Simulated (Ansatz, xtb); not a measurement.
# Two isomers of C2H7BOSi

Structure a: `B[C@@H]1O[C@@H]1[SiH3]`, a singlet. Structure b: `B[C@@H]1O[C@H]1[SiH3]`, a singlet. Both are isolated molecules in the gas phase, relaxed with B3LYP-D3(BJ)/def2-SVP; the shapes shown needn't be the lowest conformers.

a (Å):

```xyz
12

C     0.8873    1.0499   -0.4435
C    -0.5106    1.3872   -0.9186
B     1.5461   -0.2682   -0.9067
O    -0.2589    1.0231    0.4220
Si   -1.6776    0.2799   -1.9272
H     1.0364   -1.3299   -0.6625
H     2.5654   -0.2185   -1.5503
H     1.5108    1.9445   -0.2970
H    -0.6605    2.4703   -1.0696
H    -1.3631   -1.1582   -1.7288
H    -3.0714    0.5585   -1.4789
H    -1.5539    0.6341   -3.3718
```

b (Å):

```xyz
12

C    -0.8431   -0.2457   -0.9795
C    -0.2371    1.0750   -1.4051
B    -1.2799   -1.1130   -2.1749
O    -1.4952    1.0168   -0.7671
Si    1.1888    1.8161   -0.4031
H    -0.8077   -2.2126   -2.3267
H    -2.0369   -0.6540   -2.9920
H    -0.4180   -0.6805   -0.0643
H    -0.2910    1.3248   -2.4782
H     2.4893    1.4510   -1.0366
H     1.1228    1.2739    0.9815
H     1.0588    3.3004   -0.3757
```

Task: Which of the two would you expect CCSD(T)/def2-SVP + ΔMP2/def2-TZVPP electronic energies to favour?

Result: Structure b; the calculation gives E(b) − E(a) = −10.1 kJ/mol.

The same difference at several levels:

| level | geometry | E(b) − E(a) (kJ/mol) | departure from the last row (kJ/mol) | job, with rough time for the two |
| --- | --- | --- | --- | --- |
| GFN2-xTB | GFN2-xTB | −5.8 | +4.3 | optimisation, 0.21 s |
| HF/STO-3G | GFN2-xTB | −6.9 | +3.3 | single point, 0.4 s |
| r2SCAN-D4/def2-SVP | GFN2-xTB | −9.4 | +0.8 | single point, 3.3 s |
| B3LYP-D3(BJ)/def2-SVP | B3LYP-D3(BJ)/def2-SVP | −8.9 | +1.2 | optimisation, 76 s |
| HF/def2-SVP | B3LYP-D3(BJ)/def2-SVP | −9.3 | +0.9 | part of the CCSD(T) run |
| MP2/def2-SVP | B3LYP-D3(BJ)/def2-SVP | −11.3 | −1.2 | part of the CCSD(T) run |
| CCSD(T)/def2-SVP | B3LYP-D3(BJ)/def2-SVP | −10.2 | −0.1 | single point |
| CCSD(T)/def2-SVP + ΔMP2/def2-TZVPP | B3LYP-D3(BJ)/def2-SVP | −10.1 |  | single point, 31 s |

As drawn, both hold the same kinds of bond in the same numbers.

The levels shown agree on the order. The largest departure from CCSD(T)/def2-SVP + ΔMP2/def2-TZVPP is that of GFN2-xTB, 4.3 kJ/mol. The last row adds to CCSD(T) the change of the MP2 difference between the two basis sets, here +0.1 kJ/mol.

With harmonic frequencies from B3LYP-D3(BJ)/def2-SVP (ideal gas, rigid rotor, one conformer each, 298.15 K, 1 atm): on the last row, ΔE + ΔZPE = −9.4, ΔH = −9.7, ΔG = −8.8 kJ/mol.

The correlated steps freeze 9 core orbitals. Run with Ansatz 0.2.0, xtb 6.7.1; the last row on 2 threads of Intel(R) Xeon(R) Platinum 8488C (Sapphire Rapids) on a shared host.

Structure b is the trans epoxide and a the cis, so the preference of 10.1 kJ/mol is for placing BH2 and SiH3 on opposite faces of the ring. With the same bonds in both, the main cause is probably steric: the rigid three-membered ring holds cis substituents nearly eclipsed, and they cannot twist apart about the C–C bond. The coordinates fit this, since the C–C–Si and C–C–B angles are both wider in a, as if the two groups were bending away from each other. Boron's empty p orbital lies similarly relative to the ring C–C bond in both structures, so hyperconjugation there is unlikely to decide the order. Nor does a show a close Si–H···B contact that might have offset the crowding.

Hartree–Fock in the same basis and geometry already gives −9.3 kJ/mol, so the preference doesn't depend on electron correlation, and thermal terms reduce it only slightly. The result concerns relative stability, not the ease of interconversion, which would require breaking a bond or inverting a carbon centre.
